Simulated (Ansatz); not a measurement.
**Redistribution: C2H3BrF2 + CH2BrI → C2H4F2 + CHBr2I**

Species: C2H3BrF2 `FCC(F)Br`, singlet; CH2BrI (bromoiodomethane) `BrCI`, singlet; C2H4F2 (1,2-difluoroethane) `FCCF`, singlet; CHBr2I (dibromoiodomethane) `BrC(Br)I`, singlet. The partners trade Br for H; both sit on C, so the bond types are kept.

Shapes, held fixed at every level: PBE0-D4/def2-TZVP. Flexible molecules stand in one conformer, not always the lowest. Programs: Ansatz 0.2.0. Electronic energies: no zero-point or thermal term.

Problem. Estimate ΔE of this reaction.

Solution. The highest level, CCSD(T)/def2-TZVPP, gives ΔE = +26.2 kJ/mol; the levels span +23.6 to +27.9. The column of differences is taken from that level and isn't an error. No measured value is set beside it here. For atoms past krypton def2 sets carry core potentials with scalar relativity. Relativity is left out for Br unless named. Correlated rows may include outer-core shells of Br, I, which these sets cover unevenly.

| level | kind | ΔE (kJ/mol) | less CCSD(T)/def2-TZVPP |
| --- | --- | --- | --- |
| PBE-D4/def2-TZVPP | GGA | +23.6 | -2.6 |
| B3LYP-D4/def2-TZVPP | global hybrid | +24.1 | -2.1 |
| PBE0-D4/def2-TZVPP | global hybrid | +26.4 | +0.2 |
| wB97M-V/def2-TZVPP | range-separated hybrid | +27.4 | +1.2 |
| wB97X-V/def2-TZVPP | range-separated hybrid | +27.9 | +1.7 |
| CCSD/def2-TZVPP | coupled cluster or CI | +27.7 | +1.5 |
| CCSD(T)/def2-TZVPP | coupled cluster or CI | +26.2 | 0.0 |

Moving bromine from the fluorinated carbon to the one already bearing bromine and iodine is uphill at every level, with +26.2 kJ/mol from CCSD(T). Since the formal bond types are conserved, the cost reflects the surroundings of the C–Br bond rather than a change in the kind of bond. In the reactant, bromine shares its carbon with fluorine, whose lone pairs can donate into the C–Br σ* orbital; this geminal stabilisation is lost on forming 1,2-difluoroethane. In CHBr2I, by contrast, three large halogens crowd one carbon, and their closed-shell repulsion probably adds to the penalty.

The same conservation of bonds lets much of the error in each method cancel, which explains why even the GGA gives the right sign and a similar size. The triples lower the CCSD value only slightly, so the endothermic sign doesn't hinge on them. The reaction energy alone can't apportion the cost between lost hyperconjugation and halogen crowding.
